**Forecasting the PBE ionisation energy of a titanium hydride-hydroperoxide**

How much does an ionisation energy depend on the way a calculation treats exchange, and can the value for one functional be inferred from the others? The test molecule is HTi(OH)₂(OOH), which has a hydrogen atom on titanium and a side-on hydroperoxide group. It is an isomer of titanium hydroxide, Ti(OH)₄, and its values should not be used for that compound. Each value is the energy needed to remove one electron while the atoms stay in place. The PBE result is withheld and has to be predicted.

Vertical ionisation energies of HTi(OH)₂(OOH) from Hartree–Fock and density functionals in the def2-TZVP basis, computed with Ansatz 0.2.0. The neutral molecule is a singlet and the cation, with charge +1, a doublet; both are taken at the neutral molecule's PBE-D4/def2-SVP geometry.

```csv
result level,result ionisation energy (eV)
HF/def2-TZVP,9.844
PBE-D4/def2-TZVP,?
BLYP-D4/def2-TZVP,9.718
r2SCAN-D4/def2-TZVP,9.910
B97M-V/def2-TZVP,10.200
PBE0-D4/def2-TZVP,10.179
CAM-B3LYP-D4/def2-TZVP,10.452
LC-wPBE/def2-TZVP,10.374
```

The known rows fall into a partial order. BLYP and r2SCAN, which build exchange from local quantities such as the electron density and its gradient, give the two lowest density-functional values. PBE0, LC-wPBE and CAM-B3LYP include exact exchange, computed from the orbitals as in Hartree–Fock (HF), and all three lie higher. Yet HF, with exact exchange throughout, falls below these three.

Theory offers a reason for the first part of this order. In a semilocal functional such as BLYP, an electron's spurious repulsion with itself is only partly cancelled. This error favours a positive charge spread over several atoms, makes the cation too stable and so lowers the ionisation energy. Exact exchange reduces the error, and the ionisation energy rises.

HF removes this self-interaction but also leaves out electron correlation. The neutral molecule has one more electron to correlate than the cation, so correlation usually stabilises it more. Leaving correlation out therefore makes ionisation look too easy. This is how HF can lie below functionals that contain less exact exchange.

PBE0 links these two effects to the withheld row. It replaces a quarter of PBE exchange by exact exchange and keeps PBE correlation. If the neutral molecule and the cation each keep nearly the same orbitals in all three methods, the ionisation energies $I$ obey

$$I_{\mathrm{PBE0}}=\tfrac34 I_{\mathrm{PBE}}+\tfrac14(I_{\mathrm{HF}}+c),$$

where $c$ is the contribution of PBE correlation to the ionisation energy. Solving for PBE gives $I_{\mathrm{PBE}}=(4I_{\mathrm{PBE0}}-I_{\mathrm{HF}}-c)/3$.

With $c=0$, the formula gives 10.29 eV, which would put PBE above PBE0 and contradict the self-interaction argument. Losing one paired electron typically costs correlation energy of roughly 1 eV. With that value the estimate becomes $(4\times10.179-9.844-1)/3=9.96$ eV, below PBE0. The formula puts PBE below PBE0 whenever $c$ exceeds 0.335 eV, the amount by which PBE0 lies above HF. Because $c$ is known only in order of magnitude, this calculation supports the direction of the shift better than its size.

For the number itself, the closer relatives of PBE are the better guide. The forecast is the mean of BLYP and r2SCAN, 9.81 eV, with a judged range of ±0.15 eV. That range is wider than half the gap between the two, since two neighbours are thin evidence. PBE should lie clearly below PBE0 and, less surely, between BLYP and r2SCAN.

B97M-V also lacks exact exchange, but it was left out of the mean. Its flexible form was fitted to many chemical energies, and it uses nonlocal correlation, unlike PBE. Including it would raise the estimate to 9.94 eV, still inside the stated range.

The withheld rows as computed:

```csv
result level,result ionisation energy (eV)
PBE-D4/def2-TZVP,9.737
```

The computed value is 9.74 eV. The forecast was 0.08 eV too high but within its range, and both statements about the order hold. PBE lies only 0.02 eV above BLYP, however, so the midpoint placed it too close to r2SCAN. The printed analysis gives the mean and its miss for each row outside it.

The step from PBE to PBE0 is the cleanest comparison in the table, because the two functionals differ only in their share of exact exchange. Replacing a quarter of the exchange raises the ionisation energy by 0.44 eV. That is the direction expected when self-interaction is reduced. The rise cannot simply be extended to HF, where correlation is lost as well.

B97M-V shows that a functional's class alone does not fix the result. It agrees with PBE0 to about 0.02 eV without any exact exchange. The mean of BLYP and r2SCAN would miss it by 0.39 eV, so that average serves for PBE but not for every semilocal functional.

The mixing formula did less well than the simple mean, with an estimate 0.22 eV above the computed PBE value. To reproduce that value, $c$ would have to be about 1.7 eV instead of 1 eV. Part of this larger number may be the PBE correlation itself, and part may come from orbitals that change between the methods. It is also possible that HF removes the electron from a different place, in which case the formula joins two different cations. Does the positive charge sit on the same atoms in HF as in PBE0? A comparison of the two cations' spin densities would settle that. Spin contamination, at least, does not explain the low HF value: the HF cation is an almost pure doublet. Its calculation also started from PBE0 orbitals and ended in a stable solution, which makes a shared cation plausible but does not prove it.

Output of the analysis:

```
fit of E on 2 rows (near > 0): constant 9.814 +/- 0.096; rms 0.096, worst r2SCAN-D4/def2-TZVP -0.096, leave-one-out rms 0.192
  rows outside the fit (model, value, miss): HF/def2-TZVP 9.814, 9.844, -0.03; PBE-D4/def2-TZVP 9.814, 9.737, 0.077; B97M-V/def2-TZVP 9.814, 10.2, -0.386; PBE0-D4/def2-TZVP 9.814, 10.18, -0.365; CAM-B3LYP-D4/def2-TZVP 9.814, 10.45, -0.638; LC-wPBE/def2-TZVP 9.814, 10.37, -0.56
Forecast for PBE, eV: 9.814
Low end of forecast range, eV: 9.664
High end of forecast range, eV: 9.964
Half the gap between BLYP and r2SCAN, eV: 0.096
Estimate for PBE if B97M-V joins the mean, eV: 9.943
Mixing estimate for PBE without correlation term, eV: 10.29
Mixing estimate for PBE with correlation term of 1 eV, eV: 9.957
PBE0 minus HF, eV: 0.335
B97M-V minus PBE0, eV: 0.021
CAM-B3LYP minus BLYP, eV: 0.734
CAM-B3LYP minus LC-wPBE, eV: 0.078
After reveal, PBE0 minus PBE, eV: 0.442
After reveal, PBE minus BLYP, eV: 0.019
After reveal, r2SCAN minus PBE, eV: 0.173
After reveal, LC-wPBE minus PBE, eV: 0.637
After reveal, correlation term implied by mixing relation, eV: 1.661
```
